# Solution key: the T1[110] branch of a bcc crystal and the cheapest way to compute it

**Conventions.** Sites are $\mathbf R=\tfrac a2(i,j,l)$ with $i,j,l$ all even or all odd; the volume per atom is $\Omega=a^3/2$. The wave vector is $\mathbf q=\tfrac{2\pi}{a}(\xi,\xi,0)$ with $0<\xi\le\tfrac12$ (N point at $\tfrac12$), the polarisation is $\mathbf e=(1,-1,0)/\sqrt2$, and $x=2\pi\xi$. All springs are central and unstressed. The setting is bcc Li near its martensitic transition to close-packed stacking, where the shear carried by this branch is soft. Typical inputs: $a=3.49\times10^{-10}$ m, $M=6.94$ u, $C'=1.15$ GPa, transition near 80 K.

## Part 1. First and second neighbours

A spring $k(\mathbf R)$ along $\hat{\mathbf R}$ gives
$$M D_{\alpha\beta}=\sum_{\mathbf R}k\,\hat R_\alpha\hat R_\beta(1-\cos\mathbf q\cdot\mathbf R),\qquad C_{\alpha\beta\gamma\delta}=\frac1{2\Omega}\sum_{\mathbf R}k\,\frac{R_\alpha R_\beta R_\gamma R_\delta}{R^2}.$$
The second form follows from the energy $\tfrac12k(\hat{\mathbf R}\cdot\epsilon\cdot\mathbf R)^2$ per bond, each bond being shared by two atoms.

For the eight first neighbours $R_x^4=R_x^2R_y^2=a^4/16$ and $R^2=3a^2/4$, so $C_{11}=C_{12}=C_{44}=2k_1/(3a)$. On the line, $MD_{xx}=MD_{yy}=\tfrac83k_1(1-\cos^2\pi\xi)$, $MD_{xy}=\tfrac83k_1\sin^2\pi\xi$ and $D_{xz}=D_{yz}=0$. Hence $\mathbf e$ is an eigenvector with eigenvalue $D_{xx}-D_{xy}=0$ for every $\xi$: the bonds $(1,1,\pm1)$ are perpendicular to $\mathbf e$, and the bonds $(1,-1,\pm1)$ join atoms that move in phase.

The six second neighbours add $2k_2/a$ to $C_{11}$ alone and $2k_2(1-\cos x)$ to $MD_{xx}$. Therefore
$$M\omega^2=4k_2\sin^2\pi\xi,\qquad C'\equiv\tfrac12(C_{11}-C_{12})=k_2/a.$$

## Part 2. Reduction to planar constants

Put $n=(i+j)/2$ and $m=(i-j)/2$. Then $\mathbf q\cdot\mathbf R=nx$ and $(\mathbf R\cdot\mathbf e)^2=m^2a^2/2$. The integer $n$ labels (110) planes, and with $K_n=\sum_{\text{plane }n}k\,(\hat{\mathbf R}\cdot\mathbf e)^2$,
$$M\omega^2=4\sin^2\!\pi\xi\;K_{\rm eff}(\xi),\qquad K_{\rm eff}=\sum_{n\ge1}K_ns_n,\qquad s_n=\frac{\sin^2n\pi\xi}{\sin^2\pi\xi}.$$
The long-wave relation $2M\omega^2/(a^3q^2)=C'$ gives $aC'=K_{\rm eff}(0)=\sum n^2K_n$. Counting shells, $K_1=k_2+k_3+\tfrac{32}{11}k_4+\dots$ and $K_2=\tfrac8{11}k_4+k_6+\dots$. The second-neighbour formula is the one-harmonic member of this series.

The error of a method is defined against the exact branch as $\varepsilon=\max_\xi|K^{\rm method}_{\rm eff}/K_{\rm eff}-1|$. The error in $\omega$ is half of it when small.

## Part 3. A solvable model

Leave $k_1$ free, since it does not enter, and for all other sites let
$$k(\mathbf R)=k_2\,(R/a)^2\,t^{\,|i|+|j|+|l|-2},\qquad u=t^2.$$
The sum over $l$ gives $Z_e=(1+u)/(1-u)$ for even sites and $Z_o=2t/(1-u)$ for odd ones. Because $|i|+|j|=2\max(|n|,|m|)$,
$$K_n=k_2\sum_{m\ge1}m^2u^{\max(n,m)-1}Z_{n+m},$$
where $Z_{n+m}$ is $Z_e$ or $Z_o$ by the parity of $n+m$. For large $n$, $K_n\simeq k_2(Z_e+Z_o)\,n^3u^{n-1}/6$.

The branch has a closed form. With $\theta=\pi\xi$, let $g_p(\theta)=\sum_it^{|i|}\cos i\theta$ over one parity $p$:
$$g_e=\frac{1-u^2}{1-2u\cos2\theta+u^2},\qquad g_o=\frac{2t(1-u)\cos\theta}{1-2u\cos2\theta+u^2}.$$
Expanding $(i-j)^2$ turns the sum over $i,j$ into $2H_p$ with $H_p=g_p'^2-g_pg_p''$, so that
$$M\omega^2=\frac{k_2}{4u}\sum_{p=e,o}Z_p\,[H_p(0)-H_p(\theta)].$$

Assume $t=0.1$, so that $k_3/k_2=0.02$, $k_4/k_2=0.00275$, $k_6/k_2=0.04$, $Z_e=1.0202$ and $Z_o=0.2020$. In units of $k_2$:

| $n$ | 1 | 2 | 3 | 4 | 5 |
|---|---|---|---|---|---|
| $K_n$ | 1.0292 | 0.043026 | $1.1045\times10^{-3}$ | $2.2478\times10^{-5}$ | $3.9825\times10^{-7}$ |

The exact values are $aC'=1.21162\,k_2$, $K_{\rm eff}(\tfrac14)=1.1164\,k_2$ and $K_{\rm eff}(\tfrac12)=K_1+K_3+\dots=1.03031\,k_2$. First neighbours alone have $\varepsilon=1$. First and second neighbours with the true $k_2$ have $\varepsilon=1-1/1.21162=0.17$.

Fitting $k_2$ to the typical $C'$ gives $k_2=0.331$ N/m and $K_{\rm eff}(\tfrac12)=0.341$ N/m. The model's frequency at N is then $\omega/2\pi=1.73$ THz.

## Part 4. Cost of the force calculations

The force constants are obtained from electronic-structure runs on periodic cells of $N$ atoms. The counting rule is dense diagonalisation with $b$ basis functions per atom: $(bN)^3$ operations and $(bN)^2$ stored numbers for each k-point, the k-points being treated in turn. A metal needs a fixed density of k-points, so $N_k$ points for the primitive cell become $N_k/N$ as long as $N\le N_k$. In units of $N_kb^3$ and $b^2$, one run costs work $W=N^2$ and memory $N^2$. Evaluating the fitted series afterwards takes at most about $N$ terms per wave vector and is negligible.

In a periodic cell all images of the displaced atom move together, so the run returns force constants summed over images. Each sum is assigned to the shortest image and split equally among equally short ones. Every site thus keeps its weight and receives a wrong phase if it lies outside the cell.

**A. Short-range model from a cubic cell** of edge $La$. Here $N=2L^3$, and by cubic symmetry one displacement suffices, so $W=4L^6$. The indices fold as $i\to\tilde i$, the image of $i$ modulo $2L$ in $[-L,L]$. With moments over one parity $A_2=\sum i^2t^{|i|}$, $\tilde A_2=\sum\tilde i^2t^{|i|}$, $A_{22}=\sum i^2\tilde i^2t^{|i|}$ and $B=\sum i\langle\tilde i\rangle t^{|i|}$, where $\langle\tilde i\rangle=\tilde i$ inside and $0$ on the boundary, expanding $(i-j)^2(\tilde i+\tilde j)^2$ gives
$$aC'_A=\frac{k_2}{32u}\sum_pZ_p\,[Z_pA_{22}+A_2\tilde A_2-2B^2].$$
For even $L$ the first misplaced strong site is $(L+2,0,0)$, of relative weight $u^{L/2}$, so $\varepsilon_A$ falls as a power of $L$ times $u^{L/2}$.

**B. Planar cell** of $P$ planes with one atom each, spanned by $a(0,0,1)$, $\tfrac a2(1,-1,1)$ and $P\tfrac a2(1,1,1)$. One displacement along $\mathbf e$ gives the folded $K_n$, with $n\to\tilde n$ modulo $P$, at $W=P^2$. The result is exact at $\xi=$ integer$/P$. For even $P=2h$ the first alias sends $h+1$ to $h-1$, and $\cos(h+1)x-\cos(h-1)x=-2\sin hx\sin x$ yields
$$\delta K_{\rm eff}\simeq-K_{h+1}\frac{\sin hx\,\sin x}{\sin^2(x/2)}\ \to\ -2PK_{h+1}\quad(\xi\to0).$$
Hence $\varepsilon_B\simeq2PK_{h+1}/(aC')\propto P^4u^{P/2}$. For $P=4$ this estimate gives $7.3\times10^{-3}$.

**C. Planar cell plus one strain run.** The strain $\epsilon_{xx}=-\epsilon_{yy}=\epsilon$ of the primitive cell gives $\sigma_{xx}=2C'\epsilon$ for one unit of work, exactly in the harmonic model, because a Bravais lattice has no internal relaxation. This datum undoes the first alias. With $n_1=\lfloor P/2\rfloor+1$, add $\eta\,(s_{n_1}-s_{P-n_1})$, which vanishes at the commensurate points, and fix $\eta$ so that $K_{\rm eff}(0)=aC'$. Work is $P^2+1$ and memory $P^2$; for $P=1$ the force run is empty and $W=1$. For even $P$ the second alias loses $[(h+2)^2-(h-2)^2]K_{h+2}=8hK_{h+2}$ at $\xi\to0$, and the added term supplies $4h$ per unit of $\eta$, so $\eta\simeq K_{h+1}+2K_{h+2}$. The residue is
$$\delta K_{\rm eff}\simeq K_{h+2}\frac{\sin hx\,(2\sin x-\sin2x)}{\sin^2(x/2)}=4K_{h+2}\sin hx\,\sin x.$$
Thus $\varepsilon_C\propto P^3u^{P/2+1}$, smaller than $\varepsilon_B$ by a factor of order $PK_{h+1}/(2K_{h+2})$, about $P/2u$ at large $P$. For $P=2$ the estimate $4K_3/K_{\rm eff}(\tfrac14)$ is $4.0\times10^{-3}$.

To reach a small $\varepsilon$, both $L$ and $P$ must be near $2\ln(1/\varepsilon)/\ln(1/u)$. Work and memory then grow as $\ln^6(1/\varepsilon)$ for A and as $\ln^2(1/\varepsilon)$ for B and C.

## Part 5. Table for the model

All aliases are included in the entries.

| Method | Atoms | Work | Memory | $\varepsilon$ | Worst $\xi$ |
|---|---|---|---|---|---|
| A, $L=2$ | 16 | 256 | 256 | 0.12 | 0 |
| A, $L=3$ | 54 | 2916 | 2916 | 0.10 | 0 |
| A, $L=4$ | 128 | 16384 | 16384 | $4.2\times10^{-3}$ | 0 |
| A, $L=6$ | 432 | 186624 | 186624 | $1.2\times10^{-4}$ | 0 |
| B, $P=2$ | 2 | 4 | 4 | 0.15 | 0 |
| B, $P=3$ | 3 | 9 | 9 | 0.12 | 0 |
| B, $P=4$ | 4 | 16 | 16 | $7.6\times10^{-3}$ | 0 |
| B, $P=5$ | 5 | 25 | 25 | $4.8\times10^{-3}$ | 0 |
| B, $P=6$ | 6 | 36 | 36 | $2.3\times10^{-4}$ | 0 |
| B, $P=7$ | 7 | 49 | 49 | $1.4\times10^{-4}$ | 0 |
| B, $P=8$ | 8 | 64 | 64 | $5.4\times10^{-6}$ | 0 |
| C, $P=1$ | 1 | 1 | 1 | 0.18 | 0.5 |
| C, $P=2$ | 2 | 5 | 4 | $4.1\times10^{-3}$ | 0.25 |
| C, $P=4$ | 4 | 17 | 16 | $6.6\times10^{-5}$ | 0.35 |
| C, $P=6$ | 6 | 37 | 36 | $1.5\times10^{-6}$ | 0.25 |

The rows B2, B3 and C1 are the form $4K\sin^2\pi\xi$ of Part 1, fitted at N, at $\xi=\tfrac13$ and at the long-wave limit. No one-harmonic fit can be accurate, because the exact $K_{\rm eff}$ falls from 1.21162 to 1.03031 along the branch. The odd members of C are not exact at N, where C3 (work 10) deviates by $4.4\times10^{-3}$ and C5 (work 26) by $8.9\times10^{-5}$; each is worse and dearer than the even member below it. Methods A and B converge at the same rate for $L=P$, with a work ratio $4L^4$, which is 1024 at $L=4$.

## Part 6. Choices

**Cheapest for a stated accuracy**, among A, B and C:

- $\varepsilon\le0.2$: C1, work 1.
- $\varepsilon\le10^{-2}$: C2, work 5. Method B needs $P=4$ (16), and A needs $L=4$ (16384).
- $\varepsilon\le10^{-3}$: C4, work 17, against 36 for B6.
- $\varepsilon\le10^{-4}$: C4 again, against 64 for B8.
- $\varepsilon\le10^{-5}$: C6, work 37, against 64 for B8. The ratio of 1.7 is a thin margin.

**Best inside a stated budget:**

- Work up to 4: B2, with 0.15 against 0.18 for C1.
- Work up to 10: C2, $4.1\times10^{-3}$.
- Work up to 30, or memory up to 16: C4, $6.6\times10^{-5}$.
- Work up to 40: C6, $1.5\times10^{-6}$.

Method A is never chosen for this branch. Its extra work buys all three branches over the whole zone, which a free energy requires and which B and C do not supply.

## Part 7. Limits of the ranking

*Symmetry.* Reduction of the k-mesh was ignored. With time reversal, a displacement along $[100]$ in the cubic cell leaves 16 operations, whereas the planar run and the strain run leave 8. Method A gains a relative factor 2 at most, and its cheapest row, at 128, still exceeds every choice above.

*Shape of the decay.* The model decays most slowly along the cube axes, which penalises the cubic cell. For isotropic decay, A reaches $La/2$ and B reaches $Pa/(2\sqrt2)$, so equal reach means $P=\sqrt2L$ and work $2L^2$ against $4L^6$. In a metal, Friedel oscillations give the force constants a power-law tail. If $|K_n|\propto n^{-\nu}$ with $\nu>3$, the tail of $\sum n^2|K_n|$ bounds the error by a term of order $P^{3-\nu}$. Successive aliases are then of similar size, and the strain run improves only the prefactor, since the region $\xi\sim1/P$ remains uncorrected.

*Finite displacement.* First-neighbour springs are silent only at linear order. A relative shift $\delta$ perpendicular to a bond of length $d=\sqrt3a/2$ stretches it by $\delta^2/2d$ and gives a force $k_1\delta^3/2d^2$ along $\mathbf e$. Two such bonds join an atom to the next plane, so the apparent $K_1$ rises by the fraction $k_1\delta^2/(d^2K_1)$. With an assumed $k_1=5.6$ N/m and the model's $K_1=0.341$ N/m this is $1.8\times10^{-4}$ at $\delta=1$ pm, already above the errors of C4 and C6. Those rows need a smaller $\delta$ or a second run to extrapolate in $\delta^2$, which about doubles their work.

*Thermal motion.* At 80 K the classical mean square amplitude at the N-point stiffness is $k_BT/(4K_{\rm eff})=8.1\times10^{-22}$ m$^2$. Inserted for $\delta^2$, it makes the same fraction of order 0.1. In the model, this anharmonic stiffening far exceeds the error $4.1\times10^{-3}$ of C2. For the soft branch near the transition, harmonic accuracy beyond C2 at five units of work is therefore not repaid until the anharmonic term is included.